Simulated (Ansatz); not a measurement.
# A series in volume per atom on BiRu

All results are calculated (Ansatz 0.2.0). Periodic Kohn-Sham DFT of a crystal at fixed atoms; pressure and stress are positive in compression; the energy is the free energy less that of spherical unpolarised free atoms; site moments are those in the method's own spheres, positive along +z.

Cell of the first row (space group Fm-3m, No. 225):
```
cell vectors (Å)
   0.0000     2.7186     2.7186
   2.7186     0.0000     2.7186
   2.7186     2.7186     0.0000
atoms (fractions of the cell vectors)
Ru  0.00000  0.00000  0.00000
Bi  0.50000  0.50000  0.50000
```

Settings of every row: method all-electron LAPW; functional PBE; relativity scalar; k mesh 10x10x10; filling fermi-dirac; smearing width 0.05 eV; basis error target 0.25 meV/atom; nucleus gaussian.

Atom start moment: 0 on all atoms.

Limits: no spin-orbit coupling on heavy atoms; the cell comes from a prototype or a list of computed structures and needn't be the stable phase.

| row | volume per atom (Å³) | pressure (GPa) | energy less free atoms (eV/atom) |
| --- | --- | --- | --- |
| 1 | 20.092 | 8.123 | -5.7744 |
| 2 | 20.722 | 3.743 | -5.7975 |
| 3 | 21.363 | 0.025 | -5.8048 |
| 4 | 22.004 | ? | ? |
| 5 | 22.645 | -5.646 | -5.7809 |

Question: what pressure and energy less free atoms should row 4 give?

Worked fit of pressure. Take u = (V_r/V)^(2/3) − 1 with V_r = 21.043 Å³ an atom, which is twice the finite (Eulerian) strain; such expansions in the strain, on which the Birch-Murnaghan equation of state is built, carry the rest volume and the bulk modulus. The shown rows have u = 0.03131, 0.0103, -0.01001, -0.04774. Least squares give pressure = 1.7983 + 183.682 × u + 581.78 × u² GPa; a straight line predicts inner rows, each left out in turn, worse (root mean square 0.57 against 0.018 GPa). The rows lie off it by 0.003, -0.009, 0.007, -0.001 (root mean square 0.0059 GPa). The pressure vanishes at u = -0.0101, or V = 21.37 Å³ an atom, and there the bulk modulus at fixed shape and fractions is B = −V dP/dV = (2/3)(1 + u) dP/du = 113 GPa. The withheld row has u = -0.02933, so the fit gives 1.7983 + 183.682 × (-0.02933) + 581.78 × (-0.02933)² = -3.089 GPa.

The calculation gave -3.071 GPa. The fit lies 0.018 GPa (0.13 % of the column's range) below it; its largest miss of a shown row is 0.009 GPa.

Worked fit of energy less free atoms. Take u = (V_r/V)^(2/3) − 1 with V_r = 21.043 Å³ an atom, which is twice the finite (Eulerian) strain; such expansions in the strain, on which the Birch-Murnaghan equation of state is built, carry the rest volume and the bulk modulus. The shown rows have u = 0.03131, 0.0103, -0.01001, -0.04774. Least squares give energy less free atoms = −5.80298 + 0.3669 × u + 17.383 × u² eV/atom; a straight line predicts inner rows, each left out in turn, worse (root mean square 0.017 against 0.00029 eV/atom). The rows lie off it by 0.0001, -0.0001, 0.0001, 0.0000. Its lowest point lies at u = -0.0106, or V = 21.38 Å³ an atom, and the curvature there gives the bulk modulus at fixed shape and fractions, B = (4/9)(1 + u)² E″(u)/V = 113 GPa. The withheld row has u = -0.02933, so the fit gives −5.80298 + 0.3669 × (-0.02933) + 17.383 × (-0.02933)² = -5.7988 eV/atom.

The calculation gave -5.7985 eV/atom. The fit lies 0.0003 eV/atom (0.99 % of the column's range) below it; its largest miss of a shown row is 0.0001 eV/atom.
